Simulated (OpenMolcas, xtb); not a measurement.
## How methods differ on C2H5FSi (SMILES F/C=C/[SiH3])

The species is C2H5FSi (9 atoms), meant as a singlet with charge 0. As SMILES, `F/C=C/[SiH3]`. Geometry: relaxed at PBE0-D4/def2-TZVP.

Each level gives the vertical energy of the triplet above the singlet (eV). The values are calculated.

```
                                  level                   kind     program  value (eV)  less CCSD(T)/cc-pVDZ  CPU time (all runs)
                               GFN1-xTB         semi-empirical         xtb        4.89                 +0.20            under 2 s
                             HF/cc-pVDZ           Hartree–Fock  OpenMolcas        3.63                 -1.06                 21 s
                          SVWN5/cc-pVDZ                    LDA  OpenMolcas        4.73                 +0.04                 89 s
                           BLYP/cc-pVDZ                    GGA  OpenMolcas        4.54                 -0.15              2.2 min
                           TPSS/cc-pVDZ               meta-GGA  OpenMolcas        4.41                 -0.28              3.3 min
                         M06-2X/cc-pVDZ        hybrid meta-GGA  OpenMolcas        4.67                 -0.02              2.9 min
CCSD(T)/cc-pVDZ, open shells restricted  coupled cluster or CI  OpenMolcas        4.69                  0.00              2.4 min
```

CCSD(T)/cc-pVDZ, open shells restricted is the highest level here, not the true value. The values span 3.63 to 4.89 eV. The xTB rows lack spin polarisation, so open shells miss the exchange term that lowers them. CPU times are rough (shared hosts, several kinds of processor): they show what a rung costs within a factor of a few.

The vertical triplet lies well above the singlet at every level, as expected for a planar alkene. The lowest triplet is probably the π→π* state of the C=C bond: one electron moves from the bonding to the antibonding π orbital, which cancels most of the π bond while the nuclei stay where the singlet wants them. Fluorine and silyl perturb these orbitals, by π donation and by hyperconjugation respectively, but leave the alkene character intact.

Hartree–Fock is the clear outlier, 1.06 eV below coupled cluster, probably because it omits the correlation of the paired π electrons, which stabilises the singlet more than the triplet. The density functionals all lie much closer, yet their errors don't shrink steadily with sophistication: SVWN5 nearly matches M06-2X, while TPSS falls lower than BLYP. The close agreement of SVWN5 for one gap is therefore no evidence of general reliability. Nor do these vertical energies give the relaxed triplet's energy, which twisting about the C=C bond should lower substantially.
